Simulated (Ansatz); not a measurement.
The calculation used DFT PBE, scalar-relativistic, plane waves, PAW in Ansatz 0.2.0. All cells share a 420 eV cutoff and Γ-centred k meshes spaced at most about 0.3 Å⁻¹ (about 0.25 or finer for metals, 2π included). No spin polarisation in the final relaxations.

All energies are static (0 K, no zero-point motion).

Two relaxed structures of SbO5:

A.

```
CELL_PARAMETERS angstrom
4.63149 0.00000 0.00000
-2.31575 4.01099 0.00000
0.00000 0.00000 4.06361
ATOMIC_POSITIONS crystal
Sb 0.00000 0.00000 0.00000
O 0.33333 0.66667 0.16427
O 0.33333 0.66667 0.83573
O 0.66667 0.33333 0.83573
O 0.66667 0.33333 0.16427
O 0.00000 0.00000 0.50000
```

B.

```
CELL_PARAMETERS angstrom
3.31105 0.00000 0.00000
-1.65552 2.86745 0.00000
0.00000 0.00000 10.60105
ATOMIC_POSITIONS crystal
Sb 0.00000 0.00000 0.00000
O 0.66667 0.33333 0.88612
O 0.00000 0.00000 0.56117
O 0.66667 0.33333 0.50000
O 0.00000 0.00000 0.43883
O 0.66667 0.33333 0.11388
```

Question: Which form is favoured at zero pressure, and by what margin per atom?

Answer: A is lower, by 0.44 eV/atom. A has space group P6/mmm (No. 191), 12.6 Å³/atom and no gap on its mesh; B has space group P-6m2 (No. 187), 16.8 Å³/atom and no gap. Counting O atoms around Sb (those within 1.25 times the shortest such distance or 1.15 times the sum of covalent radii), A has Sb 2 and B has Sb 6. A and B both hold O–O pairs. Even the lower one lies +0.13 eV/atom against the reference forms of the elements (uncorrected), a margin that errors in the energy of the gaseous reference can exceed. In A, around Sb lie 2 O at 2.03 Å; O on a site of symmetry 3m is surrounded by 1 O at 1.34 Å; O on a site of symmetry 6/mmm is surrounded by 2 Sb at 2.03 Å. In B, Sb has 6 O at 2.26 Å; around O on a site of symmetry 3m lie 3 Sb at 2.26 Å and 1 O at 2.41 Å; O on a second site of symmetry 3m is surrounded by 1 O at 1.30 Å and 3 O at 2.02 Å; 1 more site not described. Both come from invented guesses.

Weakly bound directions are ill-defined at this level, which has no dispersion term (P6/mmm, P-6m2), and this can change margins and order among such cells. Spin–orbit coupling, which can matter for Sb, is left out. In P6/mmm, P-6m2 an odd number of electrons in the primitive cell allows no gap without spin; a larger cell or a magnetic state could open one. A magnetic state wasn't ruled out in cells without spin, among them P6/mmm, P-6m2. Cells relaxed within their symmetry can be saddle points.

The preference for A runs against a simple count of Sb–O contacts, and the oxygen sublattice probably explains it. SbO5 holds more oxygen than Sb(V) can bind as oxide, so some of it has to form O–O bonds. A does this throughout: its oxygen either bridges Sb at a normal bond length of 2.03 Å or sits in pairs whose 1.34 Å separation suggests superoxide-like units, with charge from Sb in the π* orbitals.

B instead separates into an Sb–O slab and an oxygen-only layer. Besides O–O pairs, that layer holds single O atoms whose nearest neighbours are oxygen at 2.02 Å, too far for a normal O–O bond, and which have no Sb close by. Such undersaturated oxygen is costly, and the six stretched Sb–O contacts of 2.26 Å evidently don't compensate.

The ordering doesn't make A a plausible compound. Antimony's known oxides form exothermically from the elements, so decomposition into one of them and O2 is probably downhill, a stricter test than comparison with the elements.
